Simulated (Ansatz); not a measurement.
## A series in volume scale on Bi

Results calculated with Ansatz 0.2.0, not measured. Periodic Kohn-Sham DFT of a crystal at fixed atoms, scaled to volume_scale times the given cell; pressure positive in compression, energy less spherical unpolarised free atoms, largest_vzz the field gradient of largest size among the nuclei.

The cell before it is scaled or strained (space group C2/m, No. 12):
```
CELL_PARAMETERS angstrom
3.33630 -3.05540 0.00000
3.33630 3.05540 0.00000
-1.15100 0.00000 3.09290
ATOMIC_POSITIONS crystal
Bi 0.25180 0.25180 0.14900
Bi 0.74820 0.74820 0.85100
```

Settings of every row: method all-electron LAPW; functional PBEsol; relativity scalar; k mesh 8x8x11; filling fermi-dirac; smearing width 0.05 eV; basis error target 0.25 meV/atom; nucleus gaussian.

Atom start moment: 0 on all atoms.

Limits: no spin-orbit coupling on heavy atoms.

```
row  volume scale  V (Å³/atom)  pressure (GPa)  energy less free atoms (eV/atom)
  1          0.94       29.636           5.605                           -4.2158
  2        0.9405       29.652           5.562                           -4.2164
  3          0.96       30.267               ?                                 ?
  4          0.97       30.582           3.231                           -4.2417
  5          0.98       30.898           2.524                           -4.2474
  6             1       31.528           1.222                           -4.2547
  7          1.01       31.843           0.624                           -4.2565
  8          1.02       32.159           0.058                           -4.2572
  9          1.03       32.474          -0.477                           -4.2568
 10          1.04       32.789          -0.983                           -4.2553
 11          1.06        33.42          -1.915                           -4.2496
```

Question: what pressure and energy less free atoms should row 3 give?

Worked fit of pressure. Take u = (V_r/V)^(2/3) − 1 with V_r = 31.685 Å³ an atom, which is twice the finite (Eulerian) strain; such expansions in the strain, on which the Birch-Murnaghan equation of state is built, carry the rest volume and the bulk modulus. The shown rows have u = 0.04558, 0.0452, 0.0239, 0.01691, 0.00332, -0.00331, -0.00985, -0.01626, -0.02257, -0.03492. Least squares give pressure = 0.9203 + 90.218 × u + 265.99 × u² + 216 × u³ GPa; a parabola predicts inner rows, each left out in turn, worse (root mean square 0.0036 against 0.00092 GPa). The rows lie off it by 0.000, 0.000, 0.000, 0.001, -0.001, -0.001, 0.001, 0.000, 0.000, 0.000. The pressure vanishes at u = -0.0105, or V = 32.19 Å³ an atom, and there the bulk modulus at fixed shape and fractions is B = −V dP/dV = (2/3)(1 + u) dP/du = 55.9 GPa. Letting shape and atoms relax would as a rule lower it, by much in layered, chain or molecular crystals. The withheld row has u = 0.03099, so the fit gives 0.9203 + 90.218 × (0.03099) + 265.99 × (0.03099)² + 216 × (0.03099)³ = 3.978 GPa.

The calculation gave 3.979 GPa. The fit lies 0.001 GPa (0.013 % of the column's range) below it, one unit of the last digit.

Worked fit of energy less free atoms. Take u = (V_r/V)^(2/3) − 1 with V_r = 31.685 Å³ an atom, which is twice the finite (Eulerian) strain; such expansions in the strain, on which the Birch-Murnaghan equation of state is built, carry the rest volume and the bulk modulus. The shown rows have u = 0.04558, 0.0452, 0.0239, 0.01691, 0.00332, -0.00331, -0.00985, -0.01626, -0.02257, -0.03492. Least squares give energy less free atoms = −4.25575 + 0.2734 × u + 13.031 × u² + 4.2 × u³ eV/atom; a parabola predicts inner rows, each left out in turn, worse (root mean square 6.8e-05 against 3.1e-05 eV/atom). All shown rows lie on it to the printed digit. Its lowest point lies at u = -0.0105, or V = 32.19 Å³ an atom, and the curvature there gives the bulk modulus at fixed shape and fractions, B = (4/9)(1 + u)² E″(u)/V = 55.9 GPa. Letting shape and atoms relax would as a rule lower it, by much in layered, chain or molecular crystals. The withheld row has u = 0.03099, so the fit gives −4.25575 + 0.2734 × (0.03099) + 13.031 × (0.03099)² + 4.2 × (0.03099)³ = -4.2346 eV/atom.

The calculation gave -4.2346 eV/atom. The fit meets it to the printed digit.
